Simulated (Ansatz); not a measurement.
## LaC2: energy above lowest point against volume scale

All results are calculated (Ansatz 0.2.0). Free energy against uniform scaling of the volume at fixed shape and fractions; periodic cell, basis, potentials, k mesh and filling as listed.

The cell before it is scaled or strained (space group Immm, No. 71):
```
cell vectors (Å)
  -1.9991     2.4350     2.7206
   1.9991    -2.4350     2.7206
   1.9991     2.4350    -2.7206
atoms (fractions of the cell vectors)
La  0.00000  0.00000  0.00000
C   0.63322  0.50000  0.13322
C   0.36678  0.50000  0.86678
```

Settings of every row: functional r2SCAN; dispersion none; potentials PAW; wave cutoff 600 eV; density cutoff 2400 eV; k mesh 9x9x9; k shift 0x0x0; occupations fermi dirac; smearing width 0.1 eV; spin none; SCF threshold exponent -6.

Limits: coarse k mesh, up to 40 meV an atom off; the cell comes from a prototype or a list of computed structures and needn't be the stable phase.

| row | volume scale | V (Å³/atom) | energy above lowest point (meV/atom) |
| --- | --- | --- | --- |
| 1 | 0.9 | 15.892 | 70.8 |
| 2 | 0.925 | 16.333 | 36.8 |
| 3 | 0.95 | 16.775 | 14.6 |
| 4 | 0.975 | 17.216 | 2.7 |
| 5 | 1 | 17.658 | 0 |
| 6 | 1.025 | 18.099 | 5.4 |
| 7 | 1.05 | 18.541 | 17.9 |
| 8 | 1.075 | 18.982 | ? |
| 9 | 1.1 | 19.424 | 61.2 |

Question: what energy above lowest point should row 8 give?

Worked fit of energy above lowest point. Take u = (V_r/V)^(2/3) − 1 with V_r = 17.437 Å³ an atom, which is twice the finite (Eulerian) strain; such expansions in the strain, on which the Birch-Murnaghan equation of state is built, carry the rest volume and the bulk modulus. The shown rows have u = 0.06381, 0.04457, 0.02614, 0.00854, -0.00836, -0.02454, -0.0401, -0.06942. Least squares give energy above lowest point = 0.28 + 156.1 × u + 14882 × u² meV/atom; a straight line predicts inner rows, each left out in turn, worse (root mean square 20 against 0.048 meV/atom). The rows lie off it by 0.0, 0.0, 0.1, 0.0, 0.0, 0.0, -0.1, 0.0. Its lowest point lies at u = -0.0052, or V = 17.58 Å³ an atom, and the curvature there gives the bulk modulus at fixed shape and fractions, B = (4/9)(1 + u)² E″(u)/V = 119 GPa. Letting shape and atoms relax would as a rule lower it, by much in layered, chain or molecular crystals. The withheld row has u = -0.05503, so the fit gives 0.28 + 156.1 × (-0.05503) + 14882 × (-0.05503)² = 36.8 meV/atom.

The calculation gave 36.8 meV/atom. The fit meets it to the printed digit.
